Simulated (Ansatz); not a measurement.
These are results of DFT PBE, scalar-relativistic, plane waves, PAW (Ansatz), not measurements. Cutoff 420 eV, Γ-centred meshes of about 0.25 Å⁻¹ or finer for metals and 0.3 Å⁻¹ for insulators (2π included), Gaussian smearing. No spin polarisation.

These are static total energies at zero pressure.

Compare these two cells of TiSi₆Mo, each relaxed at this level.

A.

```xyz
8
Lattice="3.3278 0.0000 0.0000 0.0000 3.3278 0.0000 0.0000 0.0000 10.2188" Properties=species:S:1:pos:R:3 pbc="T T T"
Ti    0.0000    0.0000    0.0000
Si    1.6639    1.6639    8.9031
Si    1.6639    1.6639    1.3157
Si    0.0000    0.0000    7.6870
Si    0.0000    0.0000    2.5318
Si    1.6639    1.6639    6.4015
Si    1.6639    1.6639    3.8173
Mo    0.0000    0.0000    5.1094
```

B.

```xyz
8
Lattice="3.8999 0.0000 0.0000 0.0000 1.7188 8.7317 0.0000 -1.7188 8.7317" Properties=species:S:1:pos:R:3 pbc="T T T"
Ti    0.0000    0.0000    1.3459
Si    0.0000    0.0000   12.0288
Si    0.0000    0.0000   14.4146
Si    1.9499    0.0000    5.4800
Si    1.9499    0.0000    3.1452
Si    0.0000    0.0000    7.9259
Si    1.9499    0.0000    9.4557
Mo    1.9499    0.0000   16.0572
```

Question: Which form is favoured at zero pressure, and by what margin per atom?

Answer: B is lower, by 17 meV/atom. A has space group P4/mmm (No. 123), 14.1 Å³/atom and no gap on its mesh; B has space group Amm2 (No. 38), 14.6 Å³/atom and no gap. A holds Si–Si bonds in all directions (shortest 2.50 Å); B holds Si–Si nets (shortest 2.33 Å). The lower one is the more open, so pressure narrows the difference. In A, around Ti lie 2 Si at 2.53 Å, 8 Si at 2.70 Å and 4 Ti at 3.33 Å; around Si on its first site lie 6 Si at 2.50–2.65 Å and 4 Ti at 2.70 Å; around Mo lie 10 Si at 2.58–2.68 Å and 4 Mo at 3.33 Å; 2 more sites not described. In B, around Ti lie 10 Si at 2.60–2.75 Å and 2 Mo at 3.37 Å; around Si on its first site lie 1 Si at 2.39 Å, 2 Ti at 2.60 Å and 4 Si at 2.60 Å; around Mo lie 10 Si at 2.52–2.74 Å and 2 Ti at 3.37 Å; 5 more sites not described. Both come from trial cells of a structure search.

The k mesh leaves some 4 meV/atom of noise in the energy of each metallic cell. Trial moments fell under 0.15 μB along the way in P4/mmm and Amm2; another start might hold them. B has imaginary phonons (to 111i cm⁻¹), so it is a saddle point at this level. With atoms moved at random, A came back.

The preference for B probably comes from its silicon sublattice. Its shortest Si–Si contact, 2.33 Å, is that of a normal covalent single bond, whereas the 2.50 Å in A is stretched and points to weaker, more delocalised bonding in a denser packing. The metal–silicon contacts show no such uniform gain: the shortest Mo–Si distance is smaller in B, but the shortest Ti–Si distance is smaller in A. Metal d–silicon p bonding should matter in both cells, so the energy difference is likely a balance between the two kinds of bonding rather than the effect of Si–Si bonds alone.

Following the unstable modes of B should lead to a distorted structure of still lower energy, so the ordering against A would stand, but B itself is not the structure to expect. Neither cell is shown to be stable against separation into the disilicides and elemental silicon, a natural competitor at this silicon-rich composition.
